Dear colleague,

The gate capacitance of your heterostructure is lower than $\varepsilon_b/d$ for two reasons. The Fermi level has to climb through a finite density of states, and the subband that holds the electrons rises as it fills. Below I derive both terms, evaluate the second for the Fang-Howard function, show where that closed form fails for a light mass, and work out the step at which a second subband opens in an In$_{0.7}$Ga$_{0.3}$As channel.

**Premises**

The coordinate $z$ runs from the gate at $z=-d$ through a barrier of permittivity $\varepsilon_b$ to the interface at $z=0$, and the channel, of permittivity $\varepsilon$, fills $z>0$. Energies are counted from the channel conduction-band edge at $z=0^+$. The charge $q$ is positive, formulas are in SI, and $\kappa\equiv q^2/\varepsilon$. I assume:

1. a donor sheet $N_\delta$ at distance $d_\delta$ from the gate, fully ionised at every bias, with no free electrons or traps in the barrier;
2. a parabolic, isotropic mass $m$, spin degeneracy 2 and valley degeneracy $g$, so that each subband has the density of states $D=gm/\pi\hbar^2$;
3. envelope functions that vanish at $z=0$, and the Hartree approximation;
4. zero temperature and a quasi-static measurement;
5. a fixed depletion charge $N_{\rm depl}$ behind the channel, spread over a width $w$ much larger than the electron layer. Its change per added electron is of order (layer thickness)/$w$, and I drop it.

**Electrostatics of the barrier**

Let $V(z)$ be the electrostatic energy of an electron. Poisson's equation reads $(\varepsilon V')'=q\rho$. Just behind the electrons $\varepsilon V'=q^2N_{\rm depl}$, so at the interface $\varepsilon V'(0^+)=q^2(n_s+N_{\rm depl})$. The displacement is continuous, so $\varepsilon_bV'$ has this same value between donors and interface, and the value $q^2(n_s+N_{\rm depl}-N_\delta)$ between gate and donors. The gate Fermi level is $E_F-qV_g$. The barrier band edge starts $\phi_B$ above it, follows $V$ across the barrier, and drops by $\Delta E_c$ to the zero of energy. Adding these pieces,

$$qV_g=\phi_B-\Delta E_c-\frac{q^2N_\delta d_\delta}{\varepsilon_b}+\frac{q^2(n_s+N_{\rm depl})\,d}{\varepsilon_b}+E_F .\tag{1}$$

The gate carries $\sigma_g=q(n_s+N_{\rm depl}-N_\delta)$ per area, so $d\sigma_g=q\,dn_s$. With $C/A=d\sigma_g/dV_g$, differentiation of (1) gives

$$\frac{A}{C}=\frac{d}{\varepsilon_b}+\frac{1}{q^2}\frac{dE_F}{dn_s}=\frac{d}{\varepsilon_b}+\frac{\ell}{\varepsilon},\qquad \ell\equiv\frac1\kappa\frac{dE_F}{dn_s}.\tag{2}$$

The setback $\ell$ is a thickness of channel material. As a thickness of barrier material it is $(\varepsilon_b/\varepsilon)\,\ell$.

**One subband**

With one subband of bottom $E_0$ occupied, $n_s=D(E_F-E_0)$, and (2) becomes

$$\frac{A}{C}=\frac{d}{\varepsilon_b}+\frac1{q^2}\left(\frac{dE_0}{dn_s}+\frac{\pi\hbar^2}{gm}\right).\tag{3}$$

The last term is the inverse quantum capacitance. With the effective Bohr radius $a^*=4\pi\varepsilon\hbar^2/mq^2$ its share of $\ell$ is $p\equiv1/\kappa D=a^*/4g$. The term $dE_0/dn_s$ is the centroid term, and it needs the self-consistent problem.

**The Hartree functional**

Let subband $i$ hold $n_i$ electrons per area in a real, normalised envelope $\psi_i$. Integrating Poisson's equation twice with $V(0)=0$ and the slope $\kappa N_{\rm depl}$ behind the layer,

$$V(z)=\kappa N_{\rm depl}z+\kappa\sum_jn_j\int_0^\infty\min(z,z')\,\psi_j^2(z')\,dz' .$$

Since $\min(z,z')=\int_0^\infty\Theta(z-t)\Theta(z'-t)\,dt$, the average of the kernel over subbands $i$ and $j$ is

$$\Lambda_{ij}=\int_0^\infty S_iS_j\,dz,\qquad S_i(z)=\int_z^\infty\psi_i^2\,dz' .$$

The energy per area is

$$U=\sum_i\frac{n_i^2}{2D}+\sum_in_i\left(T_i+\kappa N_{\rm depl}\langle z\rangle_i\right)+\frac\kappa2\sum_{ij}n_in_j\Lambda_{ij},\tag{4}$$

with $T_i=(\hbar^2/2m)\int\psi_i'^2dz$. Varying $\psi_i$ in (4) returns the Schrödinger equation in the potential $V$. Because $U$ is stationary in the envelopes, its total derivative with respect to $n_i$ equals the explicit one, $n_i/D+E_i=E_F$, where $E_i=T_i+\langle V\rangle_i$. The interaction enters $U$ with the factor ½ and $E_i$ in full.

For one subband and $N_{\rm depl}=0$ two exact statements follow. Measuring $z$ in units of $(\hbar^2/m\kappa n_s)^{1/3}$ removes $n_s$ from the problem, so $E_0\propto n_s^{2/3}$ and $dE_0/dn_s=2E_0/3n_s$. Next rescale $\psi\to s^{1/2}\psi(sz)$. The confinement energy per electron becomes $s^2T+V_s/2s$ with $V_s=\kappa n_s\Lambda_{00}$, and stationarity at $s=1$ gives $T=V_s/4$. Hence $E_0=5V_s/4$ and

$$\frac{dE_0}{dn_s}=\frac56\,\kappa\Lambda_{00}.\tag{5}$$

Because $\min(z,z')\le z$, one has $\Lambda_{00}<\langle z\rangle$. The centroid setback is therefore shorter than the centroid distance twice over: an electron feels only the field lines that end on charge beyond it, and the layer contracts as it fills.

**Fang-Howard evaluation**

Take $\psi_0=(b^3/2)^{1/2}z\,e^{-bz/2}$ (Fang and Howard, 1966). Elementary integrals give $\langle z\rangle=3/b$, $T=\hbar^2b^2/8m$ and $S_0=e^{-x}(1+x+x^2/2)$ with $x=bz$. Then $S_0^2=e^{-2x}(1+2x+2x^2+x^3+x^4/4)$, and $\int_0^\infty x^ke^{-2x}dx=k!/2^{k+1}$ gives

$$b\Lambda_{00}=\tfrac12+\tfrac12+\tfrac12+\tfrac38+\tfrac3{16}=\tfrac{33}{16},\qquad\Lambda_{00}=\tfrac{11}{16}\langle z\rangle .$$

The parameter $b$ minimises $U$, that is $\hbar^2b^2/8m+3\kappa N_{\rm depl}/b+33\kappa n_s/32b$, which yields

$$b^3=\frac{12m\kappa N^*}{\hbar^2},\qquad N^*=N_{\rm depl}+\tfrac{11}{32}n_s .$$

The level is $E_0=\hbar^2b^2/8m+3\kappa N_{\rm depl}/b+33\kappa n_s/16b$. Its explicit derivative in $n_s$ is $33\kappa/16b$. Its derivative in $b$, on using the condition for $b$, is $-33\kappa n_s/32b^2$, and $db/dn_s=11b/96N^*$. Together,

$$\frac{dE_0}{dn_s}=\kappa\langle z\rangle\left(\frac{11}{16}-\frac{121}{3072}\frac{n_s}{N^*}\right).\tag{6}$$

For $n_s\ll N_{\rm depl}$ the envelope is frozen and the factor is $11/16$. For $N_{\rm depl}=0$ one has $n_s/N^*=32/11$, $b^3=33\pi n_s/2a^*$, $V_s=\hbar^2b^2/2m$, $E_0=5\hbar^2b^2/8m$, and

$$\frac{dE_0}{dn_s}=\frac{2E_0}{3n_s}=\frac{55}{96}\frac{q^2\langle z\rangle}{\varepsilon},$$

which is (5) with $\frac56\cdot\frac{11}{16}$. The result is

$$\frac{A}{C}=\frac{d}{\varepsilon_b}+\frac1\varepsilon\left(0.573\,\langle z\rangle+\frac{a^*}{4g}\right).\tag{7}$$

The confinement part of $U$ is $\frac35n_sE_0$ both for the trial function and for the exact Hartree solution, so the variational bound on $U$ makes the Fang-Howard $dE_0/dn_s$ an upper bound as well.

**Where (7) stops**

With $N_{\rm depl}=0$ the potential saturates at $V_\infty=\kappa n_s\langle z\rangle=8\hbar^2b^2/11m$. One subband can hold all the electrons only if $E_F<V_\infty$, that is $\pi\hbar^2n_s/gm<(\frac8{11}-\frac58)\hbar^2b^2/m=9\hbar^2b^2/88m$. Inserting $b$ and cubing,

$$n_sa^{*2}<\frac{6561\,g^3}{22528\,\pi}=0.0927\,g^3 .\tag{8}$$

This is a necessary condition, and a bound excited level would tighten it. For separate confinement and in-plane masses, $a^*$ in (8) carries $m_z$ and $g$ becomes $gm_d/m_z$. The lowest valleys of Si(100), with the typical values $m_z=0.916\,m_0$, $m_d=0.19\,m_0$, $g=2$, $\varepsilon=11.7\,\varepsilon_0$, get the limit $1.4\times10^{12}$ cm$^{-2}$.

For the InGaAs channel I take $g=1$, $\varepsilon=14.3\,\varepsilon_0$ (approximate) and $m=0.050\,m_0$, a choice explained below. Then $a^*=15.1$ nm, $p=3.78$ nm, and (8) allows only $4.0\times10^{10}$ cm$^{-2}$. At $10^{12}$ cm$^{-2}$ the formulas would give $\langle z\rangle=9.2$ nm and a centroid setback of 5.3 nm, but $E_F-E_0=48$ meV against $V_\infty-E_0=16$ meV, so the premise of one subband is broken. What keeps your channel in one subband at such densities is its back barrier. Equations (2) to (4) survive, and the envelopes must change.

**Two subbands and the step**

Let $M_{ij}=\kappa^{-1}\partial^2U/\partial n_i\partial n_j$, a symmetric matrix of lengths, with $U$ taken at its stationary envelopes. Each occupied subband obeys $dE_F=\kappa\sum_jM_{ij}dn_j$. With one subband $\ell_-=M_{00}$. With two, solving for $dn_0+dn_1$ gives $\ell_+=(M_{00}M_{11}-M_{01}^2)/(M_{00}+M_{11}-2M_{01})$. The envelopes are continuous at the onset, where $n_1=0$, so the same $M$ applies on both sides and

$$\ell_--\ell_+=\frac{(M_{00}-M_{01})^2}{M_{00}+M_{11}-2M_{01}}.\tag{9}$$

For a stable layer $M$ is positive definite, so the capacitance steps upward. If both subbands had the same charge profile, (9) would be $p/2$, the halving of the quantum term.

Take hard walls at $z=0$ and $W$, $N_{\rm depl}=0$, and first freeze the envelopes at $\psi_i=(2/W)^{1/2}\sin(j\pi x)$, with $j=i+1$ and now $x=z/W$. Then $S_i=1-x+\sin(2j\pi x)/2j\pi$. Using $\int_0^1(1-x)\sin(k\pi x)\,dx=1/k\pi$ and the orthogonality of the sines, with $u=5/32\pi^2=0.0158$,

$$\Lambda_{00}=W(\tfrac13+4u),\qquad\Lambda_{01}=W(\tfrac13+2u),\qquad\Lambda_{11}=W(\tfrac13+u).$$

Thus $\Lambda_{00}=0.397\,W=0.79\,\langle z\rangle$, and $M_{ij}=\Lambda_{ij}+p\,\delta_{ij}$. The empty well has the spacing $\Delta_0=3\pi^2\hbar^2/2mW^2=3\pi\kappa a^*/8W^2$. The onset $E_F=E_1$ reads $\kappa n_s(p+\Lambda_{00}-\Lambda_{01})=\Delta_0$, so

$$n_c=\frac{3\pi a^*}{8W^2(p+2uW)},\qquad\ell_-=p+\Lambda_{00},\qquad\ell_--\ell_+=\frac{(p+2uW)^2}{2p+uW}.\tag{10}$$

**Numbers for In$_{0.7}$Ga$_{0.3}$As**

I take an In$_{0.52}$Al$_{0.48}$As barrier with $\varepsilon_b=12.5\,\varepsilon_0$ (approximate), $d=8$ nm and $W=12$ nm. Mass and width were chosen so that a parabolic hard-wall model imitates a typical confined channel, and the numbers below are the model's. The width includes penetration. Continuity of $\psi'/m\psi$ moves each effective wall outward by roughly $(m_b/m)/\beta$, where $\beta$ is the decay constant in the barrier. With the typical $m_b=0.075\,m_0$ and a barrier 0.6 eV above the level this is 1.4 nm, so $W$ stands for a layer of about 9 nm, and $d$ is counted to the effective wall.

The barrier alone has $\varepsilon_b/d=1.38$ µF/cm$^2$ and counts as $d\,\varepsilon/\varepsilon_b=9.15$ nm of channel material. Further, $\Delta_0=157$ meV, $\Lambda_{00}=4.76$ nm and $p+2uW=4.16$ nm. Equation (10) gives $n_c=3.0\times10^{12}$ cm$^{-2}$, reached 0.67 V above the bias at which the channel starts to fill, and a step of 2.2 nm, against $p/2=1.9$ nm.

| frozen envelopes | below $n_c$ | above $n_c$ |
|---|---|---|
| $\ell$ (nm) | 8.5 | 6.3 |
| $C/A$ (µF/cm$^2$) | 0.72 | 0.82 |

The capacitance rises by 14 per cent. Premise 1 holds at the onset: $E_F=\Delta_0/3+\kappa n_c\ell_-=0.37$ eV, while a donor plane 3 nm from the interface, with the approximate $\Delta E_c=0.65$ eV, has its band edge at $0.65\ {\rm eV}-q^2n_c(3\ {\rm nm})/\varepsilon_b=0.52$ eV.

**Size of what was left out**

*Relaxation of the envelopes.* The field pushes the electrons toward the gate. The strength parameter is $\lambda=\kappa n_sW/\Delta_0$, which is $W/(p+2uW)=2.9$ at $n_c$. Rotating a pair of sines into each other by a small angle $c$ changes $U$ by $(n_i-n_j)(\Delta_{ij}c^2+2cV_{ij})$, where $\Delta_{ij}$ is the spacing in the empty well and $V_{ij}$ the matrix element of $V$. The minimum is $-(n_i-n_j)V_{ij}^2/\Delta_{ij}$. The matrix element comes from $S_{ij}=\int_z^W\psi_i\psi_j\,dz'$, for instance $S_{01}=-\sin(\pi x)/\pi+\sin(3\pi x)/3\pi$. For sines of opposite parity $S_{ij}$ is even about the centre of the well, so only the part $1-x$ of each $S_k$ contributes, and $V_{ij}=\kappa Wn_sh_{ij}$ with $h_{01}=-8/9\pi^2$ and $h_{12}=-24/25\pi^2$. With $\Delta_{12}=\frac53\Delta_0$,

$$U^{(2)}=-\frac{(\kappa Wn_s)^2}{\Delta_0}\left[(n_0-n_1)h_{01}^2+\tfrac35n_1h_{12}^2\right].$$

The strongest mixing of equal parity adds about 5 per cent to each term. Differentiating at $n_1=0$, $M_{00}$ falls by $6\lambda h_{01}^2W$, the difference $M_{00}-M_{01}$ falls by $\lambda W(4h_{01}^2-\frac65h_{12}^2)=0.73$ nm, and the denominator of (9) is unchanged. Evaluated at the frozen $n_c$, the centroid setback becomes 3.1 nm and the step 1.5 nm.

Second order overshoots, as a full minimisation in two sines shows. For $\psi=\cos\theta\,\psi_0+\sin\theta\,\psi_1$ the part of $U$ that depends on $\theta$ is $n_s\Delta_0\sin^2\theta+\frac12\kappa Wn_s^2G$, where the integral of $S^2$ over $x$ is

$$G(\theta)=\tfrac13+u(1+\cos^2\theta)^2+\frac{5}{9\pi^2}\sin^22\theta+2h_{01}\sin2\theta .$$

Stationarity requires $\sin2\theta=-\lambda G'/2$. The total second derivative $U_{nn}-U_{n\theta}^2/U_{\theta\theta}$ then gives the centroid setback $W[G-\lambda G'^2/(8\cos2\theta+2\lambda G'')]$. At $n_c$ one finds $\theta=0.20$ and 3.7 nm, between the frozen 4.8 nm and the second-order 3.1 nm. So the capacitance climbs from 0.72 at low density to 0.76 µF/cm$^2$ just below the onset. I expect the step to lie likewise between its two estimates, though I have not proved it. A step of 1.5 nm on the relaxed setback is a rise of 10 per cent.

*Nonparabolicity.* Take $E(1+\alpha E)=\hbar^2k^2/2m_e$ with the typical band-edge values $m_e=0.036\,m_0$ and $\alpha=1.5$ eV$^{-1}$, ignoring strain and the tilt of the well. With $k^2=k_z^2+k_\parallel^2$ and $n=k_\parallel^2/2\pi$, the density of states at the Fermi level has the mass $m_e(1+2\alpha E)=m_e(1+2\alpha\hbar^2k^2/m_e)^{1/2}$. In the empty lowest subband $k=\pi/W$ and the mass is $0.043\,m_0$. At the onset $k=2\pi/W$ in both subbands and it is $0.060\,m_0$. The value 0.050 was taken within this range. Hence $p$ slides from 4.4 to 3.2 nm while the first subband fills, a drift of more than half the step, and the frozen step shrinks to 1.9 nm. The onset is more robust. Apart from the Hartree shift it is fixed by $k_F^2=(2\pi/W)^2-(\pi/W)^2$, or $n_s=3\pi/2W^2=3.3\times10^{12}$ cm$^{-2}$, for any isotropic dispersion.

*Exchange.* For a sheet of zero thickness with $g=1$ and $k_F=(2\pi n_s)^{1/2}$, the Fourier kernel $q^2/2\varepsilon|\mathbf k-\mathbf k'|$ and the mean inverse distance $16/3\pi k_F$ of two points in the Fermi disc give the exchange energy $-q^2k_F/3\pi^2\varepsilon$ per electron. The second derivative of $n_s$ times this adds $-1/2\pi k_F$ to $\ell$. At $n_c$ that is $-0.37$ nm, and the thickness of the well reduces it. Relative to $p$ it is $-2/\pi k_Fa^*$, which reaches $-0.83$ at the limit (8). Where (7) with $N_{\rm depl}=0$ and $g=1$ has one subband, exchange is thus as large as the quantum term. The same estimate exceeds $p$ in the newly opened subband while $n_1<2/\pi^3a^{*2}=2.8\times10^{10}$ cm$^{-2}$, so the edge of the step is not described by Hartree theory, although screening by the lower subband weakens the effect.

*Image potential.* Its strength is $(\varepsilon-\varepsilon_b)/(\varepsilon+\varepsilon_b)=0.067$ of the bare image term, and for frozen envelopes it shifts $E_i$ by a constant, which drops out of $\ell$.

*Temperature.* From $n_i=Dk_BT\ln[1+e^{(E_F-E_i)/k_BT}]$ follows $dn_i=Df_i\,d(E_F-E_i)$, with $f_i$ the Fermi function at the subband bottom, so $p$ in $M_{ii}$ becomes $p/f_i$. The factor $f_1$ goes from 0.1 to 0.9 over $2\ln9\,k_BT=4.39\,k_BT$, which is 29 meV at 77 K and 114 meV at 300 K, to be set against $\Delta_0=157$ meV. At room temperature the step dissolves into a slope, and at 77 K it is a rounded shoulder.

**Range of validity**

Equation (2) needs only fixed barrier charge and a quasi-static measurement. Equation (3) needs in addition a parabolic band and one subband with $E_F-E_0\gg k_BT$ and $E_1-E_F\gg k_BT$. Equation (6) needs a channel several $\langle z\rangle$ thick. Its limit (7) needs $N_{\rm depl}\ll n_s$ and condition (8), and it needs $k_Fa^*\gg2/\pi$ for exchange to be small, two demands that conflict for a single isotropic valley. Equation (9) holds for any envelopes within Hartree theory at low temperature. Equation (10) needs $6\lambda h_{01}^2$ small against 0.397, and at the onset it is 0.14. For the model channel the statement I would stand behind is an onset near $3\times10^{12}$ cm$^{-2}$, a capacitance of 0.7 to 0.8 µF/cm$^2$ where the barrier alone gives 1.4, and a low-temperature step of 10 to 14 per cent on a background that already rises with density.